## When a band gap under strain changes its meaning

The band gap is the energy from the highest filled level to the lowest empty one; the direct gap is the smallest such distance at a single wave vector $\mathbf k$. Here both come from a meta-GGA density functional for wurtzite SiGe, in cells that were strained and whose atoms were then relaxed. The lowest level was sought on a mesh of $\mathbf k$ points and at a few named points. Two sizes are worth remembering: one per cent of strain shifts a gap by up to about 0.2 eV, and a conduction valley that slips through the mesh can cost about 0.1 eV.

Wurtzite SiGe (P6_3mc, 4 atoms in the cell, a = 3.906, c = 6.448 Å), computed with Ansatz 0.2.0, plane-wave PAW, r2SCAN, no spin polarisation, 500 eV cutoff and a 12×12×4 k mesh. Strain is per length, with the sides held if uniaxial and the normal free if epitaxial; atoms are relaxed at each strain. Gap changes are relative to the unstrained cell.

```csv
strain kind,strain (%),band gap (eV),band gap change (eV),least direct gap change (eV),gap kind
epitaxial xy,-5,0.451,-0.206,0.282,indirect
epitaxial xy,-1.5,0.682,0.024,0.287,indirect
epitaxial xy,3,0.231,-0.427,-0.540,direct
hydrostatic,0.5,0.680,0.022,-0.045,indirect
hydrostatic,1.5,0.637,-0.020,-0.133,direct
hydrostatic,3,0.508,-0.149,-0.263,direct
uniaxial x,-4,0.257,-0.400,0.018,indirect
uniaxial x,2.5,0.349,-0.308,-0.326,indirect
uniaxial x,5,0.085,-0.572,-0.645,indirect
uniaxial z,1.5,0.636,-0.021,0.110,indirect
uniaxial z,3,0.710,0.053,0.214,indirect
uniaxial z,5,0.651,-0.007,0.118,indirect
```

Look at the extension along z. From the unstrained 0.657 eV the band gap goes to 0.636, then up to 0.710 and down again to 0.651 eV. Such a zigzag calls for suspicion, because of what a gap is. Each valley of the conduction band moves nearly in proportion to a small strain, and the gap belongs to whichever valley lies lowest. The lowest of several straight lines can bend downwards where two of them cross, but never upwards.

This gives a test that needs only three neighbouring strains: the middle gap should not lie below the straight line between the outer two. At +1.5 % along z it lies 0.05 eV below. The direct gap at the same strain sits on its own line to within a few meV, so neither the strained cell nor the top of the valence band is to blame. The test is a warning and not a verdict, since the +2.5 % row of uniaxial x also lies about 0.02 eV below its line although it shares its valley with the +5 % row. Smooth curvature of the levels is the likely cause, though the +5 % row was also run with smeared occupations.

The verdict comes from how the rows were sampled. On this path only the +1.5 % row includes a conduction minimum found by a search between the mesh points; on the mesh alone its gap would be 0.732 eV, and the path would rise once and then fall. The minimum lies almost midway between two planes of the mesh, which is coarse along the c axis. The gaps at +3 and +5 % are therefore upper bounds, and the apparent rise from +1.5 to +3 % cannot be taken as a property of the material, because it compares two kinds of sampling. The small gain at −1.5 % epitaxial strain is open to the same doubt, as no such search was made there either. The −5 % epitaxial row has its minimum at the same mesh point as the +3 and +5 % rows along z, so it is probably too high as well, and the missed valley may already be the lowest at −1.5 %, which would turn the gain into a loss.

Even perfect sampling would not rescue a second habit, that of giving the band gap one constant rate per strain, a deformation potential. Under hydrostatic expansion the lowest valley is first at M, whose gap grows slowly. The direct gap at Γ shrinks by about 0.09 eV per cent. Weaker overlap across longer bonds cannot be the whole reason, since the M gap grows under the same expansion and the Γ gap grows when only c is stretched. The lowest empty level at Γ is expected to be one folded in from the L point of the cubic zone by the hexagonal stacking, but its character was not computed. The two lines cross a little above 0.8 % strain, and the gap turns from indirect to direct, at least among the sampled points: the rows at +1.5 and +3 % had no search between them. Functionals of this kind usually make gaps too small, and the valleys start only about 0.1 eV apart, so an error that differs between them could move the crossing noticeably. The spin–orbit shift of the valence top, neglected here, would change both gaps alike and leave the crossing in place.

A deformation potential belongs to a pair of levels, so the direct gap is the fairer case for it. For small strains that keep the hexagonal symmetry, the effects of the axes add:

$$\Delta E = A\,(\varepsilon_x+\varepsilon_y) + B\,\varepsilon_z .$$

Here $\Delta E$ is the change of the direct gap and $\varepsilon_x$, $\varepsilon_y$, $\varepsilon_z$ are the strains in per cent. A fit to the seven hexagonal rows with strains up to 3 % gives $A=-0.082$ and $B=+0.074$ eV per cent, with a typical error of 0.004 eV. The opposite signs say that the shape of the cell matters as well as its volume. The same formula fitted to the band gap of the same rows errs by 0.08 eV, because it forces several valleys into one line.

The formula fails in its turn when it is carried too far. At −5 % epitaxial strain, a row outside the fit, the in-plane strains sum to −10 % and the free normal expands by 1.67 %:

$$\Delta E = (-0.082)(-10) + (0.074)(1.67) \approx 0.94\ \text{eV}.$$

The calculation gives 0.282 eV. The direct gap is still at Γ, so a different level there has probably become the lowest, though this was not tested. The +5 % row along z falls short in the same way.

For strain along x the formula fails for a reason of symmetry. The strain splits the top pair of valence levels, which is degenerate in the hexagonal crystal when spin–orbit coupling is left out; for the band gap it also makes the M valleys unequal. At least one valley moves down and one valence level moves up relative to their averages, whichever sign the strain has. The outputs fit this picture: the lowest valley lies at one M point under compression and at an inequivalent one under tension. The symmetry argument can thus account for a band gap that falls under both. If the whole miss of the direct-gap formula is put down to the rising valence level, it comes to 0.05 to 0.08 eV per cent, about three quarters of the fall of the band gap under compression and two fifths under tension; the levels themselves were not followed. Spin–orbit coupling would already separate the pair, so this part is expected to be weaker at small strain than it is here.

The ordered wurtzite cell is a built prototype that need not be the stable phase, and "direct" says only where the band edges lie: the optical strength was not computed and is expected to be weak for a folded level. The lesson that carries over is one of method. Each valley should be followed separately, with the same search at every strain, before the lowest is called the gap. The printed analysis after this section gives the line tests and both fits.

Numerical output:

```
unstrained band gap, eV: 0.657
lowering of the z +1.5 % gap by the off-mesh search, eV: 0.09571
z +1.5 % gap as tabulated, height above chord from 0 to 3 %, eV: -0.0475
z +1.5 % gap on the mesh alone, height above the same chord, eV: 0.04821
z +1.5 % direct gap, height above its chord from 0 to 3 %, eV: 0.003
x +2.5 % gap, height above chord from 0 to 5 %, eV: -0.022
hydrostatic +0.5 % gap, height above chord from 0 to 1.5 %, eV: 0.02967
hydrostatic +1.5 % gap, height above chord from 0.5 to 3 %, eV: 0.0258
epitaxial -1.5 % gap, height above chord from -5 to 0 %, eV: 0.0868
off-mesh minimum, distance from the mesh plane 0.25 in steps of the mesh along c: 0.4479
fit of least_direct_gap_change on 7 rows (small): coefficient of inplane -0.08157 +/- 0.00056, coefficient of normal 0.07371 +/- 0.0011; rms 0.00418, worst uniaxial z 0.00713, leave-one-out rms 0.00765
  rows outside the fit (model, value, miss): epitaxial xy 0.9388, 0.282, 0.657; uniaxial x 0.3263, 0.018, 0.308; uniaxial x -0.2039, -0.326, 0.122; uniaxial x -0.4078, -0.645, 0.237; uniaxial z 0.3685, 0.118, 0.251
fit of band_gap_change on 7 rows (small): coefficient of inplane -0.04539 +/- 0.011, coefficient of normal 0.03203 +/- 0.022; rms 0.0837, worst epitaxial xy 0.134, leave-one-out rms 0.142
  rows outside the fit (model, value, miss): epitaxial xy 0.5074, -0.206, 0.713; uniaxial x 0.1816, -0.4, 0.582; uniaxial x -0.1135, -0.308, 0.195; uniaxial x -0.227, -0.572, 0.345; uniaxial z 0.1601, -0.007, 0.167
hydrostatic slope of the M gap from 0 to 0.5 %, eV per %: 0.044
hydrostatic slope of the direct gap in the model, eV per %: -0.08943
estimated hydrostatic strain where the M and direct gaps cross, %: 0.8517
direct-gap overestimate in the x rows (-4, +2.5, +5 %), eV per % of strain: 0.07707, 0.04883, 0.04743
```
